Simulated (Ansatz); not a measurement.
# C: a film clamped to a substrate

Level of theory: DFT LDA, scalar-relativistic, plane waves, PAW (Ansatz). Cutoff 420 eV, Γ-centred 12×12×12 k-points, Gaussian smearing of 0.05 eV. No spin polarisation. Energies are free energies at this smearing, counted from the undisturbed cell; pressure is positive in compression.

The undisturbed cell (relaxed at this level):

```
C
1.0
     1.24565    0.71917   10.25388
    -1.24565    0.71917   10.25388
     0.00000   -1.43835   10.25388
C
10
Direct
  0.02482 0.02482 0.02482
  0.97518 0.97518 0.97518
  0.10870 0.10870 0.10870
  0.89130 0.89130 0.89130
  0.15837 0.15837 0.15837
  0.84163 0.84163 0.84163
  0.37486 0.37486 0.37486
  0.62514 0.62514 0.62514
  0.42532 0.42532 0.42532
  0.57468 0.57468 0.57468
```

The cell (10 atoms, V0 = 55.11 Å³) is strained by p along both x and y and by q along z, fractional coordinates fixed. τp = (1/V0) ∂E/∂p = (σxx + σyy)(1 + p)(1 + q) and τq = (1/V0) ∂E/∂q = σzz(1 + p)², with tension positive.

```
     p q  ΔE (meV/atom)  τp (GPa)  τq (GPa)
 0.000   0.000           0.00      0.02      0.00
-0.025   0.000          30.95    -74.31     -2.66
 0.025   0.000          27.33     61.64      2.14
 0.000  -0.025          15.02     -2.47    -36.05
 0.000   0.025          13.28      2.28     29.97
```

Question: Get the second derivatives of the energy density.

Answer: Central differences give A = ∂τp/∂p = 2719 GPa (C11 + C22 + 2 C12), C = ∂τq/∂q = 1320 GPa (C33) and the cross term B = ∂τq/∂p = 96 GPa (C13 + C23); ∂τp/∂q = 95 GPa must equal B, and any difference shows higher-order terms. The ions are clamped.

Question: A film of this crystal grows with z along the normal on a substrate that imposes p. How does its thickness respond, and what does the misfit cost?

Answer: Count p and q from the stress-free cell. A free surface needs τq = 0, so q = −(B/C) p = -0.07 p. The energy density left is (A − B²/C) p²/2 = M p², with the biaxial modulus M = 1356 GPa; a misfit of 1 % costs 4.66 meV/atom, against 4.68 meV/atom if the thickness were held.

At p = -0.050 the energies along q are 207.0 (q = -0.050), 152.3 (q = -0.025), 132.0 (q = 0.000), 140.3 (q = 0.025), 172.6 (q = 0.050) meV/atom.

Question: Does the linear rule hold at this misfit?

Answer: A parabola through the lowest point and its neighbours has its minimum at q = 0.005, 131.4 meV/atom. With the stress left in the starting cell, τp0 and τq0, linear elasticity gives q = −(τq0 + Bp)/C = 0.004 and E = V0(τp0 p + τq0 q + Ap²/2 + Bpq + Cq²/2)/N = 116.6 meV/atom. The energies differ by more than a tenth, so the quadratic law fails here: the gap holds the anharmonic part, with some error from the wide steps. Cubic terms also shift the vertex of so wide a parabola.

Forces appear on the atoms along this scan, and letting them relax would lower the energy and soften the response.

The coordinates describe a tetrahedral carbon network, a diamond polytype with mixed cubic and hexagonal stacking, and not graphite-like sheets. The elastic constants agree: C33 is 1320 GPa, close to the biaxial modulus of 1356 GPa, because strong sp3 bonds run along the normal as well as through the puckered layers. The cross term is only 96 GPa. Bending the directional bonds is easier than stretching them, but in diamond it is still unusually stiff, so the network has no soft way to trade in-plane strain for thickness. The film therefore changes volume under misfit, and a free surface recovers almost none of the strain energy.

Compression costs more than equal tension along both directions, as expected when shortened bonds meet steeply rising repulsion. The in-plane asymmetry already present at the smaller strain, extrapolated as a cubic term, accounts for most of the excess over the quadratic energy at p = -0.050. The failure there is thus mainly one of in-plane anharmonicity, not of the thickness response. Whether a real film would stay coherent at such a misfit depends on dislocation and interface energies, which these bulk strains don't probe.
